**Ionisation energies of Dy, Dy+ and Dy2+ along the ladder of functionals**

The table holds computed ionisation energies less NIST values from a B-spline radial code for spherical atoms, with spin-free X2C at highest spin (Hartree-Fock, exchange-only LDA, PBEsol, PW91, SCAN) or unpolarised Dirac-Coulomb (relativistic LDA, PBE). The program works out spreads, differences between methods and gaps between orbital levels and ionisation energies, and makes one parameter-free estimate of the 4f spin, term and spin-orbit energies in Dy2+ → Dy3+ from Dy+ levels and Slater integrals. The errors span 1.57 and 1.14 eV for the 6s steps and 8.32 eV for the 4f step. The spin part, 1.65 eV, covers all but 11 % of the 1.849 eV between Dirac PBE and X2C PW91. Term and spin-orbit parts add 1.19 eV, which leaves −3.97 eV of the Hartree-Fock error and exceeds SCAN's −0.150 eV.

Computed with B-spline radial code 1 at the basis-set limit, with a Fermi nucleus and, for functionals, spherical fractional occupations. X2C rows are spin-free with highest spin; Dirac rows are Dirac-Coulomb, unpolarised and averaged over j. Dy ([Xe] 4f10 6s2) and Dy+ ([Xe] 4f10 6s1) lose 6s, Dy2+ ([Xe] 4f10) loses 4f; NIST gives 5.939, 11.647 ± 0.02 and 22.89 ± 0.03 eV.

## Program and output

```python
# Table: errors (eV, computed less NIST) of IE(Dy), IE(Dy+), IE(Dy2+); B-spline radial atomic code, spin-free X2C
# (highest spin) or Dirac-Coulomb (unpolarised); HF, LDA, GGA, meta-GGA. Worked out: differences, spreads, levels
# against IEs, and one parameter-free estimate of the 4f open-shell energy (spin, term, spin-orbit) in Dy2+ -> Dy3+.
T = {
    'method': ['LDA exchange-only', 'PBEsol', 'PW91', 'SCAN', 'Hartree-Fock', 'relativistic LDA', 'PBE'],
    'rung': ['LDA', 'GGA', 'GGA', 'meta-GGA', 'Hartree-Fock', 'LDA', 'GGA'],
    'exact_exchange': ['0', '0', '0', '0', '100 %', '0', '0'],
    'hamiltonian': ['X2C', 'X2C', 'X2C', 'X2C', 'X2C', 'Dirac', 'Dirac'],
    'err_Dy': [-0.815, -0.006, 0.052, -0.207, -1.077, 0.492, 0.299],  # eV
    'err_Dyp': [-0.224, 0.194, 0.306, 0.263, -0.831, 0.196, 0.019],  # eV
    'err_Dy2p': [-0.766, 0.785, 0.841, -0.15, -5.159, 3.162, 2.69],  # eV
}
import numpy as np
from itertools import combinations
from scipy.constants import physical_constants as pc
from sympy.physics.wigner import wigner_3j as w3
Ha = pc['Hartree energy in eV'][0]
ref = np.array([5.939061, 11.647, 22.89])  # NIST values of the caption, eV
E = {m: np.array([a, b, c]) for m, a, b, c in zip(T['method'], T['err_Dy'], T['err_Dyp'], T['err_Dy2p'])}
H = dict(zip(T['method'], T['hamiltonian']))
f = lambda v: ' '.join('%+.3f' % x for x in v)
print('Order Dy, Dy+, Dy2+; eV; table rounding 0.0005 eV; NIST uncertainty 6e-6, 0.02, 0.03 eV')
print('NIST ratios IE2/IE1 %.2f, IE3/IE2 %.2f' % (ref[1] / ref[0], ref[2] / ref[1]))
for m, e in E.items():
    print('%s (%s): error %% %s; two 6s errors summed %+.3f; mean abs %.3f'
          % (m, H[m], ' '.join('%+.1f' % x for x in 100 * e / ref), e[0] + e[1], abs(e).mean()))
A = np.array(list(E.values()))
X = np.array([e for m, e in E.items() if H[m] == 'X2C' and m != 'Hartree-Fock'])
print('spread, all rows:', f(np.ptp(A, axis=0)), '; X2C functionals only:', f(np.ptp(X, axis=0)))
for a, b in [('LDA exchange-only', 'Hartree-Fock'), ('PBEsol', 'LDA exchange-only'), ('PW91', 'LDA exchange-only'),
             ('PW91', 'PBEsol'), ('SCAN', 'PBEsol'), ('SCAN', 'PW91'), ('relativistic LDA', 'PBE'), ('PBE', 'PW91')]:
    print('%s less %s: %s' % (a, b, f(E[a] - E[b])))
d = E['PBE'] - E['PW91']
print('PBE less PW91, two 6s steps summed: %+.3f' % (d[0] + d[1]))
# further outputs of the same runs: binding (eV) of ionised level in Dy, Dy+, Dy2+, and of highest 4f in neutral Dy
lev = {'LDA exchange-only': (3.017782, 8.81607, 13.99378, 0.3064917), 'PBEsol': (3.706449, 9.254516, 15.43046, 1.528112),
       'PW91': (3.724983, 9.278551, 15.4984, 1.543543), 'SCAN': (3.764106, 9.509735, 14.60484, 0.8586399),
       'Hartree-Fock': (5.049273, 10.85071, 23.45459, None),
       'relativistic LDA': (3.884563, 9.088014, 17.09873, 3.065069)}
print('IE less binding of the ionised level (6s, 6s, 4f); height of 4f above 6s in neutral Dy:')
for m, l in lev.items():
    print('  %s: %s; %s' % (m, f(ref + E[m] - np.array(l[:3])), '%.2f' % (l[0] - l[3]) if l[3] else 'not given'))
print('Hartree-Fock level binding less NIST:', f(np.array(lev['Hartree-Fock'][:3]) - ref))
print('SCAN less PBEsol, 4f binding in Dy2+: %+.3f' % (lev['SCAN'][2] - lev['PBEsol'][2]))
# further outputs: PBE errors with Breit, QED, recoil; Dy+ 4f levels (hartree); PBEsol Dy+ minority-spin F^k (eV)
corr = np.array([0.288267, 0.0003451933, 2.792941]) - E['PBE']
print('Breit + QED + recoil shift of PBE IEs:', f(corr))
split = {'PBEsol': (0.3962648 - 0.2884363) * Ha, 'SCAN': (0.4042631 - 0.2579558) * Ha}
spin = {m: -(s / 4) * (5**2 - 4**2) / 4 for m, s in split.items()}
print('Estimate for Dy2+ -> Dy3+, all inputs from Dy+ runs:')
for m in split:
    print('  %s 4f spin splitting %.2f, I = %.2f, spin part of IE %+.2f' % (m, split[m], split[m] / 4, spin[m]))
print('  PBE less PW91 %.3f against %.2f: left over %+.2f (%.0f %%)'
      % (d[2], -spin['PBEsol'], d[2] + spin['PBEsol'], 100 * (d[2] + spin['PBEsol']) / d[2]))
print('  SCAN less PBEsol: estimate %+.2f, table %+.3f' % (spin['SCAN'] - spin['PBEsol'], (E['SCAN'] - E['PBEsol'])[2]))
F = {2: 13.23347, 4: 8.203275, 6: 5.874792}
ms = range(-3, 4)
c = {(k, a, b): (-1)**abs(a) * 7 * float(w3(3, k, 3, 0, 0, 0) * w3(3, k, 3, -a, a - b, b)) for k in F for a in ms for b in ms}
det = lambda o: sum(F[k] * (c[k, a, a] * c[k, b, b] - c[k, a, b]**2) for a, b in combinations(o, 2) for k in F)
low = lambda n: det((3, 2, 1)[:n]) - np.mean([det(o) for o in combinations(ms, n)])
term = low(2) - low(3)
print('  5I below its average %.2f, 6H below its average %.2f, term part of IE %+.2f' % (-low(3), -low(2), term))
zeta = (0.383922 - 0.3514753) * Ha * 2 / 7
print('  zeta(4f) %.3f; LS spin-orbit part %+.2f; one-electron jj part %+.2f (notes: -1.20)' % (zeta, zeta / 2, -1.5 * zeta))
print('  term + spin-orbit %+.2f; Hartree-Fock error left %+.2f (%.0f %% of it)'
      % (term + zeta / 2, E['Hartree-Fock'][2] + term + zeta / 2, 100 * (1 + (term + zeta / 2) / E['Hartree-Fock'][2])))
print('  same shift on X2C functionals, as a size only:', f(X[:, 2] + term + zeta / 2))
print('  Dirac rows with PBEsol spin part added:', f([E[m][2] + spin['PBEsol'] for m in ('relativistic LDA', 'PBE')]))
assert (E['Hartree-Fock'] < 0).all() and (E['LDA exchange-only'] < 0).all()
assert d[0] > 0 > d[1] and d[2] > 1 and abs(d[0] + d[1]) < 0.1
assert np.ptp(A[:, 2]) > 4 * max(np.ptp(A[:, 0]), np.ptp(A[:, 1]))
assert abs(E['SCAN'][2]) < term < abs(E['Hartree-Fock'][2]) / 2
```

Running it gives:

```
Order Dy, Dy+, Dy2+; eV; table rounding 0.0005 eV; NIST uncertainty 6e-6, 0.02, 0.03 eV
NIST ratios IE2/IE1 1.96, IE3/IE2 1.97
LDA exchange-only (X2C): error % -13.7 -1.9 -3.3; two 6s errors summed -1.039; mean abs 0.602
PBEsol (X2C): error % -0.1 +1.7 +3.4; two 6s errors summed +0.188; mean abs 0.328
PW91 (X2C): error % +0.9 +2.6 +3.7; two 6s errors summed +0.358; mean abs 0.400
SCAN (X2C): error % -3.5 +2.3 -0.7; two 6s errors summed +0.056; mean abs 0.207
Hartree-Fock (X2C): error % -18.1 -7.1 -22.5; two 6s errors summed -1.908; mean abs 2.356
relativistic LDA (Dirac): error % +8.3 +1.7 +13.8; two 6s errors summed +0.688; mean abs 1.283
PBE (Dirac): error % +5.0 +0.2 +11.8; two 6s errors summed +0.318; mean abs 1.003
spread, all rows: +1.569 +1.137 +8.321 ; X2C functionals only: +0.867 +0.530 +1.607
LDA exchange-only less Hartree-Fock: +0.262 +0.607 +4.393
PBEsol less LDA exchange-only: +0.809 +0.418 +1.551
PW91 less LDA exchange-only: +0.867 +0.530 +1.607
PW91 less PBEsol: +0.058 +0.112 +0.056
SCAN less PBEsol: -0.201 +0.069 -0.935
SCAN less PW91: -0.259 -0.043 -0.991
relativistic LDA less PBE: +0.193 +0.177 +0.472
PBE less PW91: +0.247 -0.287 +1.849
PBE less PW91, two 6s steps summed: -0.040
IE less binding of the ionised level (6s, 6s, 4f); height of 4f above 6s in neutral Dy:
  LDA exchange-only: +2.106 +2.607 +8.130; 2.71
  PBEsol: +2.227 +2.586 +8.245; 2.18
  PW91: +2.266 +2.674 +8.233; 2.18
  SCAN: +1.968 +2.400 +8.135; 2.91
  Hartree-Fock: -0.187 -0.035 -5.724; not given
  relativistic LDA: +2.546 +2.755 +8.953; 0.82
Hartree-Fock level binding less NIST: -0.890 -0.796 +0.565
SCAN less PBEsol, 4f binding in Dy2+: -0.826
Breit + QED + recoil shift of PBE IEs: -0.011 -0.019 +0.103
Estimate for Dy2+ -> Dy3+, all inputs from Dy+ runs:
  PBEsol 4f spin splitting 2.93, I = 0.73, spin part of IE -1.65
  SCAN 4f spin splitting 3.98, I = 1.00, spin part of IE -2.24
  PBE less PW91 1.849 against 1.65: left over +0.20 (11 %)
  SCAN less PBEsol: estimate -0.59, table -0.935
  5I below its average 1.87, 6H below its average 0.80, term part of IE +1.07
  zeta(4f) 0.252; LS spin-orbit part +0.13; one-electron jj part -0.38 (notes: -1.20)
  term + spin-orbit +1.19; Hartree-Fock error left -3.97 (77 % of it)
  same shift on X2C functionals, as a size only: +0.427 +1.978 +2.034 +1.043
  Dirac rows with PBEsol spin part added: +1.512 +1.040
```
